Ti₃Si in the hexagonal P6_3/mmc structure (8-atom cell), from Ansatz 0.2.0 with PBEsol, plane-wave PAW, scalar-relativistic, no spin polarisation, cutoff 420 eV, k mesh 6×6×8, Gaussian smearing 0.1 eV. Cell shape and atoms are relaxed at each fixed volume. Energies count from the minimum of a third-order Birch-Murnaghan fit; pressure is positive in compression.

| volume per atom (Å³/atom) | energy over minimum (meV/atom) | pressure (GPa) |
| --- | --- | --- |
| 13.286 | 118.4 | 23.05 |
| 13.739 | 63.4 | 16.04 |
| 14.192 | 26.8 | 9.95 |
| 14.645 | 6.3 | 4.63 |
| 15.098 | 0.0 | 0.00 |
| 15.551 | 5.8 | -4.03 |
| 16.004 | 22.3 | -7.53 |
| 16.608 | 58.4 | -11.44 |

**Is any row out of step?**

The energy rises on both sides of the volume 15.098 Å³/atom, where the pressure vanishes, but it doesn't rise evenly. The two end rows can't show this fairly, because one is squeezed by 12 % and the other stretched by only 10 %. The rows at 14.192 and 16.004 Å³/atom are a fair pair, 6 % either way. Squeezing costs 26.8 meV/atom there and stretching 22.3, so the well is steeper on the compressed side.

Whether that counts as a break depends on the curve taken as normal. Against a parabola in volume, each row off the minimum misses, and the misses grow outwards on both sides. That is a wrong pattern rather than a set of odd rows. A better pattern follows from asking what the solid must do when it is squeezed very hard and when it is pulled apart.

**The two limits**

When the volume becomes very small, the electrons are confined and their kinetic energy climbs steeply, while the closed shells of neighbouring atoms begin to overlap and repel. The energy has to rise without bound. When the volume becomes very large, the atoms separate, the bonds between Ti and Si and among the Ti atoms fade, and the energy levels off at that of free atoms. A real energy curve is therefore a steep wall on one side and a slope that finally flattens on the other.

A parabola in volume has both limits wrong. It stays finite when the volume shrinks to nothing, and it rises for ever when the atoms are drawn apart. Near the minimum it is still good, as any smooth well is, but far enough out it must come out too low in compression and too high in expansion. The table shows this on both sides.

The same point can be made with stiffness. The bulk modulus $B=-V\,dP/dV$, with $P$ the pressure and $V$ the volume per atom, says how much pressure a given relative change of volume needs. A parabola in energy means a pressure linear in volume, so its modulus is proportional to $V$ and the solid would soften when squeezed. Pressure differences between neighbouring rows show the opposite: the modulus is about 106 GPa between the two largest volumes and 209 GPa between the two smallest.

**A smooth curve with sensible limits**

A better variable is the Eulerian strain, with $V_0$ the volume at zero pressure:

$$f=\tfrac12\left[(V_0/V)^{2/3}-1\right]$$

It rises ever faster as the solid is squeezed and levels off as it is stretched. An energy proportional to $f^2$ rises without bound in compression and tends to a finite value in expansion, so it has the right shape at both ends. The finite value itself shouldn't be read as a binding energy, since the formula is trustworthy only near the minimum.

The third-order Birch-Murnaghan form adds one correction to this law. Its pressure is

$$P=3B_0f(1+2f)^{5/2}\left[1+\tfrac32(B_0'-4)f\right]$$

where $B_0$ is the bulk modulus at zero pressure and $B_0'$ its rate of change with pressure. I took $V_0$ from the row of zero pressure and found the two constants by least squares on the eight pressures, leaving the energies aside. The result is $B_0=143$ GPa and $B_0'=3.6$. Each GPa of applied pressure thus adds, at first, between three and four GPa of stiffness. At $B_0'=4$ the correction would vanish. Below 4 it lowers the energy in compression, and at extreme squeezing, far beyond the table, it would even pull the steep wall down again. The fitted curve is therefore meant for moderate strains only. Since 3.6 is near that, the law in $f^2$ alone already follows the energies to within 1.8 meV/atom.

Integrating this pressure over volume predicts the energies. The pressures come from the computed stress and the energies from the total energy, so the comparison tests whether two results of the same calculation belong together. It isn't a test against nature. The largest miss in energy is 0.2 meV/atom, whereas a parabola with the same $B_0$ misses by up to 21 meV/atom.

**One estimate in full**

For small changes of volume the algebra can be done by hand. With $x=V/V_0-1$, the energy per atom above the minimum is

$$E\approx V_0B_0\left[\frac{x^2}{2}-\frac{(1+B_0')\,x^3}{6}\right]$$

The first term is the parabola. The second changes sign with $x$, so it raises the compressed side and lowers the stretched side by the same amount. The factor in front, with 1 eV/Å³ = 160.2 GPa, is

$$V_0B_0=\frac{15.098\times143.2}{160.2}\ \text{eV}\approx13.5\ \text{eV}$$

At 6 % the two terms are

$$13\,500\times\frac{0.06^2}{2}\approx24.3\ \text{meV},\qquad 13\,500\times\frac{4.63\times0.06^3}{6}\approx2.25\ \text{meV}$$

The table gives the second quantity directly, as half the difference between the fair pair: $(26.8-22.3)/2=2.25$ meV/atom. The pressures of these two rows were part of the fit, but their energies were not. Most of the lopsidedness, 3.63 parts in 4.63, is therefore the growth of stiffness under pressure, seen in the energy. The rest would be there even if the modulus were constant.

The pressures are lopsided too. The linear rule, a pressure equal to $B_0$ times the relative change of volume, would give $143.2\times0.06\approx8.6$ GPa at 6 %, whether squeezed or stretched. The table has 9.95 GPa in compression and 7.53 GPa in tension, so the linear rule is wrong by about 14 % of the table's value each way. At 0.1 GPa, about a thousand atmospheres, the volume changes by less than 0.1 % and the simple rule is good enough.

**What a break would look like**

With the smooth curve in hand, no single row stands apart. What remains is small but exceeds the last printed digit: up to 0.035 GPa in pressure. These differences drift in sign along the series instead of singling out one volume. Such a slow change of sign is expected when the next higher term in the strain is left out. The finite basis and the finite k mesh could add to it, and the data don't show by how much.

Real breaks come in grades, and each grade shows in a different quantity. If the lowest state at fixed volume changed abruptly to another structure or electronic state, two energy curves would cross, and the slope of the energy, which is minus the pressure, would jump. If some new order grew gradually from zero beyond a critical volume, the energy gained would begin as the square of the distance from that volume. The pressure would then only bend, and the modulus would drop by a step on the ordered side.

The modulus between neighbouring rows is thus the place to look, because it magnifies small faults in the pressure. A pressure jump of 0.1 GPa between rows 0.45 Å³/atom apart would shift it by roughly $0.1\times15/0.45\approx3$ GPa. The smooth curve follows the tabulated modulus to within 1.6 GPa in each interval, and it does worst in the last one, at the stretched end. With no row beyond that end, I can't tell whether this is the start of a trend. A gentle step in stiffness could also hide in the fitted $B_0'$.

**An uneven step that the energy ignores**

One quantity from the same calculations does move unevenly. The electrons of the cell would exactly fill a certain number of bands if there were a gap. In this metal the highest of those bands overlaps the next one in energy. For the five smallest volumes, where I have the values, the overlap widens under compression by about 0.02 eV per step, except between 14.192 and 13.739 Å³/atom, where it widens by 0.09 eV.

The modulus in that same interval lies within 1 GPa of the smooth curve. This makes sense if one asks how many electrons are concerned. The overlap is set by two extreme points of the bands on the k mesh, while the energy sums over all the occupied states. A change in which states form the extremes, together with a change in the order of the bands there, could cause the uneven step, but that is a guess, as I have no band plot to check it.

Even when a band edge does cross the Fermi level, the limit of a very small pocket explains why the energy hardly notices. A newly opened pocket starts with no electrons in it, and those that enter first gain almost no energy by doing so. The effect on the energy therefore begins very gently, and the smearing of the occupations softens it further. A metal can change the details of its Fermi surface under pressure and still have a smooth equation of state.

**Why the stronger breaks are absent**

The stronger kinds of break were largely shut out by the way the solid was described. Each volume was relaxed within the same hexagonal symmetry, so a distortion that lowers the symmetry could not appear. The relaxed cells at hand, again the five smallest volumes, show only a gradual change of shape: from zero pressure to the strongest compression, edge $a$ shrinks by 4.5 % and edge $c$ by 3.6 %. The known stable form of Ti₃Si is a different, tetragonal structure. If the two forms changed places under pressure, it would be where their enthalpies are equal, but a curve that follows one structure passes through such a point without a mark.

Magnetism was shut out too, since the electrons were kept paired. If it exists in this cell, the stretched side is the natural place to look. As the Ti atoms move apart, their d bands narrow and more states crowd into each interval of energy, so aligning spins costs less kinetic energy. A moment growing from zero would make the solid softer beyond its onset. To find out, the stretched rows would have to be repeated with free spins and a magnetic starting guess.

The smoothness is thus a property of one nonmagnetic hexagonal phase, and it doesn't tell which phase real Ti₃Si takes under pressure. For a similar metal held in one structure and one electronic state, the same reasoning leads to the same form: a lopsided well whose stiffness rises steadily on compression. The stiffness itself is less certain than the form, because PBEsol tends to make 3d metals somewhat too compact and too stiff, and the PAW datasets used here were made for another functional, PBE. The table has no second functional or dataset to show how much either matters.
